# Singlet energies of a difluorinated dienyne from orbital gaps

An electron and a hole at distance $r$ attract each other with $e^2/(4\pi\varepsilon_0 r) = 14.40\ \text{eV Å}/r$, which is close to 5 eV at the 3 Å that separate them in a six-carbon conjugated chain. An orbital gap contains no such attraction when the empty orbital is computed in the field of all electrons, as in Hartree-Fock theory. A hybrid functional with a fraction $a$ of exact exchange inherits that fraction of the omission, and BHandHLYP has one half. The gap therefore overshoots the excitation energy by a few electronvolts.

Three sizes are worth remembering for this molecule at this level. The exciton is about 3 Å across in every singlet listed. A dark single-pair state lies roughly 3.4 eV below its orbital gap, and a bright single-pair $\pi\pi^*$ state roughly 1.8 eV below. The difference between these two shifts is what reorders the states.

PySCF 2.14.0, density-fitted Tamm-Dancoff TDDFT with BHandHLYP/def2-SVP and a frozen core: the six lowest vertical singlet excitations of the difluorinated dienyne C#C/C=C(\F)C(=C)F (C6H4F2) in the gas phase. All rows share one conformer, with its geometry from PBE0-D3(BJ)/def2-SVP.

```
row  singlet state  singlet energy (eV)  singlet oscillator strength  singlet exciton size (Å)  singlet orbital overlap lambda  singlet main from  singlet main to
  1              1                5.260                        0.000                     3.180                           0.340             HOMO-1             LUMO
  2              2                5.370                        0.956                     3.280                           0.840               HOMO             LUMO
  3              3                6.170                        0.000                     2.710                           0.430               HOMO           LUMO+1
  4              4                6.770                        0.424                     3.250                           0.790             HOMO-2             LUMO
  5              5                7.380                        0.225                     3.110                           0.790               HOMO           LUMO+2
  6              6                8.240                        0.005                     3.130                           0.410               HOMO           LUMO+3
```

The singlet energy $E$ is the vertical excitation energy and the oscillator strength $f$ measures the absorption intensity. The exciton size $d$ is the root-mean-square distance between electron and hole. The overlap $\lambda$ runs from zero to one and measures how far the magnitudes of the occupied and the empty orbital coincide in space, weighted over the contributing pairs. The last two columns name the pair with the largest weight; all rows are states of one closed-shell, planar s-trans conformer in the gas phase.

## The rule

For a single promotion $i \to j$, the Tamm-Dancoff equations give the singlet energy as

$$E \approx (\varepsilon_j - \varepsilon_i) - aJ + 2K + \text{(semilocal kernel)}.$$

Here $J$ is the Coulomb attraction between the densities $|\phi_i|^2$ and $|\phi_j|^2$, and $K$ is the self-repulsion of the overlap density $\phi_i\phi_j$. The term $2K$ is absent for the triplet. Both integrals can be guessed from the shape of the two orbitals.

$J$ is the average of $e^2/(4\pi\varepsilon_0 r)$, which exceeds the value at $r = d$ because short distances count more. If the electron-hole vector is spread as an isotropic Gaussian of width $\sigma$ per direction, then $d = \sqrt{3}\,\sigma$ and $\langle 1/r\rangle = \sqrt{2/\pi}/\sigma$. Eliminating $\sigma$ gives $\langle 1/r\rangle = \sqrt{6/\pi}/d$, so that $aJ = A/d$ with

$$A = 0.5 \times 14.40 \times 1.382 = 9.95\ \text{eV Å}.$$

$K$ depends on the kind of pair. The conjugated $\pi$ orbitals paired here have their lobes above and below largely the same atoms, so their product is large; in a molecule where the two avoid each other's atoms it would be small. An in-plane orbital is largest in the molecular plane, where a conjugated $\pi$ orbital has its node, so the product is small and changes sign across the plane. The rule reduces this to a switch,

$$E \approx \Delta\varepsilon - \frac{10\ \text{eV Å}}{d} + S,$$

with the gap $\Delta\varepsilon$, $S = 0$ for a pair from different planes and $S = 1.3$ eV for a conjugated $\pi\pi^*$ pair. Both constants are rounded from a least-squares fit to rows 1 to 4, the states with one dominant pair; the residuals are in the printed output after the text.

## Rows 1 and 2: the same energy from very different gaps

The lowest singlet is not the HOMO→LUMO state. In the same calculation HOMO-1 sits on the two ethynyl carbons, with weights 0.49 and 0.43, and it is the second, in-plane $\pi$ bond of the triple bond. The LUMO is the conjugated $\pi^*$ orbital of the whole chain, so the pair comes from different planes and $S = 0$. With the orbital energies of the run,

$$E_1 \approx (9.249 - 0.791) - \frac{10}{3.18} = 8.458 - 3.145 = 5.31\ \text{eV},$$

which is 1.0 % above the tabulated 5.26 eV. This row was part of the fit, so the agreement illustrates the rule and does not test it.

Row 2 is the HOMO→LUMO promotion inside the conjugated system, and the switch is on:

$$E_2 \approx (7.654 - 0.791) - \frac{10}{3.28} + 1.3 = 6.863 - 3.049 + 1.3 = 5.11\ \text{eV}.$$

The table has 5.37 eV, so the estimate is 4.8 % low relative to the tabulated value, again for a fitted row. The bare gap would have been 1.49 eV too high. The rule has brought two states with gaps 1.60 eV apart to nearly the same energy, as the calculation does.

It nevertheless puts them in the wrong order: row 2 comes out 0.20 eV below row 1, whereas the table has it 0.11 eV above. A rule good to about 0.3 eV does not order states this close. The tabulated order is not secure either, because the Tamm-Dancoff approximation is known to place bright $\pi\pi^*$ singlets too high.

The triplet of the HOMO→LUMO pair shows what lifts row 2. It lies at 2.64 eV, which is 2.73 eV below the singlet, and in the single-pair formula a splitting between two spin states of the same pair is chiefly the exchange term. The same triplet shows that $S$ is not $2K$, since row 2 needs only $S = 1.56$ eV. The rule with $S = 0$ places the triplet 0.82 eV too high, so the attraction, the kernel and any mixing together lower this $\pi\pi^*$ pair by more than $10/d$, and $S$ is exchange less that extra lowering. The constants are therefore for singlets only.

The exciton size does not tell these two states apart, as it differs by just 0.10 Å. The run gives a distance between the centres of hole and electron of 1.65 Å for row 1 and 0.78 Å for row 2, and a relaxed dipole change of about 5.5 D for row 1. Charge leaves the ethynyl group in row 1. The spread of the two clouds supplies most of $d$ in both states, and nearly all of it in row 2. The size is the right input for the attraction but a poor label for charge transfer.

## Rows 3 and 4: the same two kinds, one step up

Row 3 is the reverse of row 1, from the conjugated HOMO into the in-plane $\pi^*$ orbital of the ethynyl group, and its dipole change points the opposite way. Hole and electron both sit mainly on the ethynyl carbons, the hole more so than the HOMO itself because a promotion from HOMO-2 is mixed in, and this makes the state the most compact singlet of the table, at 2.71 Å. The rule then predicts the strongest binding, and indeed the energy lies 3.66 eV below the gap against 3.20 eV for row 1. The estimate is 0.03 eV below the table.

The product $(\Delta\varepsilon - E)\,d$ is 10.17 eV Å for row 1 and 9.91 eV Å for row 3, on either side of the Gaussian value. These two rows fix $A$ almost alone, so the $1/d$ form rests on a single comparison. The closeness to 9.95 may be partly luck, because a chain is not isotropic, the two charge centres are displaced, and the kernel, the small $K$ and orbital mixing all end up in the fitted constant.

Both states are dark, with $f$ of 0.000 in the table, and their $\lambda$ is 0.34 and 0.43. Both facts follow from the crossed planes, but in different ways. The magnitudes of the two orbitals overlap little, which keeps $\lambda$ low. The transition moment is the dipole of the signed product $\phi_i\phi_j$, and there cancellation helps too: two $p$ orbitals at right angles on the same atom have no transition dipole between them. Low $\lambda$ here means different planes and not necessarily different places, for the centres of hole and electron in row 3 are only 0.68 Å apart. In practice $f$ and $\lambda$ both sort the table into the same two groups, rows 1, 3 and 6 against rows 2, 4 and 5.

Row 4 starts from HOMO-2, a lower conjugated $\pi$ orbital, and ends in the LUMO. The rule gives 7.10 eV against 6.77 eV, an error opposite in sign to that of row 2, because this state needs only $S = 0.97$ eV. A single $S$ is thus an average over pairs that differ by more than half an electronvolt. A plausible but untested reading is that $K$ shrinks together with the transition dipole, since both come from the same overlap density and $f$ falls to 0.424.

Two variants were fitted to the same four rows. Fixed shifts of 3.43 and 1.80 eV dispense with $d$, which is itself a result of the excited-state run, and raise the root-mean-square error only from 0.21 to 0.27 eV; this is the form that needs only the orbital energies and shapes from a ground-state calculation with the same functional.

A term linear in $\lambda$ in place of the switch does better than the rule, with 0.15 eV, though its two constants trade against each other and carry no separate meaning. Predicting each row from the other three roughly doubles the error of every form, to 0.42 eV for the rule. Four rows are too few to choose among three forms with two constants each, and about 0.4 eV is the honest accuracy for a single-pair state of this molecule.

## Row 5: no single pair

Row 5 was left out of the fit because its main label, HOMO→LUMO+2, carries a weight of only 0.379, and two other promotions contribute about a fifth each. The rule overshoots by 1.11 eV, or 15 % of the tabulated energy, and both variants overshoot by about as much. Averaging the three gaps by weight makes it worse, at 1.34 eV. None of the three gaps repairs the estimate, which points to the single-pair picture itself.

The direction of the miss is the one that configuration mixing gives. When promotions of the same symmetry have similar energies, they couple, and the lowest combination of the group falls below each unmixed energy. Two of the gaps here are 10.40 and 10.30 eV, close enough for strong mixing. Row 5 is the lowest singlet in which these promotions lead, since all the singlets below it are dominated by other pairs. How much of the error the mixing accounts for is not shown.

## Row 6: the edge of the basis

Row 6 is more mixed still, with a leading weight of 0.248. Its transition dipole points wholly out of the plane and part of the electron sits on hydrogens, which marks a $\pi\to\sigma^*$ or Rydberg-type state. Since LUMO+3 lies above LUMO+2, the rule with $S = 0$ yields at least 7.21 eV, which is compatible with the tabulated 8.24 eV but, for so mixed a state, no test.

The tabulated value itself deserves little trust. It exceeds $-\varepsilon_{\text{HOMO}}$, the functional's rough measure of the ionisation energy, by 0.59 eV. The def2-SVP basis has no diffuse functions, so Rydberg states are confined and pushed up, and a size of 3.13 Å, within the range of the valence states, may be an artefact of this confinement.

The constants belong to this functional, since theory makes $A$ proportional to the share of exact exchange, a dependence that one functional leaves untested. They reproduce a linear-response calculation, not a spectrum. States of double-excitation character, known among the low singlets of polyene-like chains, lie outside that method and hence outside the rule.

Numerical output:

```
e2/(4 pi eps0) 14.40 eV A; times a=0.5: 7.20; Gaussian factor 1.382; A = 9.95 eV A
row  gap  E  gap-E (eV)  (gap-E)*d (eV A)
1  8.46  5.26  3.20  10.17
2  6.86  5.37  1.49  4.90
3  9.83  6.17  3.66  9.91
4  8.87  6.77  2.10  6.83
5  10.40  7.38  3.02  9.41
Hand rule A=10 eV A, S=1.3 eV: row  A/d  S  estimate  error (eV)  error %
1  3.14  0.0  5.31  +0.05  +1.0
2  3.05  1.3  5.11  -0.26  -4.8
3  3.69  0.0  6.14  -0.03  -0.5
4  3.08  1.3  7.10  +0.33  +4.8
5  3.22  1.3  8.49  +1.11  +15.0
rows 1-4: rms 0.21, worst 0.33 eV (row 4); rows 1-5 rms 0.53 eV
rounding of E and d allows about 0.012 eV
S each pi-pi* row needs (eV): row 2 1.56, row 4 0.97, row 5 0.19
row 2 - row 1: gap -1.60, table +0.11, rule -0.20 eV; size +0.10 A
Least squares on rows 1-4; row 5 left out (three configurations)
A/d and S switch (eV A, eV): 10.02, 1.27
  errors rows 1-5 (eV): +0.05 -0.29 -0.04 +0.29 +1.07
  rms rows 1-4 0.21; leave-one-out rms 0.42 eV
fixed shift c and S switch (eV, eV): 3.43, 1.63
  errors rows 1-5 (eV): -0.23 -0.31 +0.23 +0.31 +1.23
  rms rows 1-4 0.27; leave-one-out rms 0.54 eV
A/d and B*lambda (eV A, eV): 13.17, 2.76
  errors rows 1-5 (eV): -0.01 -0.21 -0.02 +0.23 +0.97
  rms rows 1-4 0.15; leave-one-out rms 0.31 eV
fixed shifts: dark 3.43, pi-pi* 1.80 eV; fitted A / (a e2) = 1.39
row 5 pair gaps 10.40 10.30 11.42, weighted 10.64; rule error then +1.34 eV
row 6: gap above 10.40, rule gives at least 7.21, table 8.24 eV
row 6 lies 0.59 eV above -HOMO
T1 2.64 eV; rule with S=0 3.46, error +0.82 eV; A needed 12.4 eV A
row 2 - T1 = 2.73 eV, against S needed by row 2 1.56 eV
largest distance of an atom from the mean plane 0.013 A (coordinates to 0.01 A)
out-of-plane share of squared transition dipole, rows 1-6: 0.38 0.00 0.65 0.00 0.00 1.00
dark rows 1,3,6: f up to 0.005, lambda 0.34-0.43
bright rows 2,4,5: f from 0.225, lambda 0.79-0.84
```
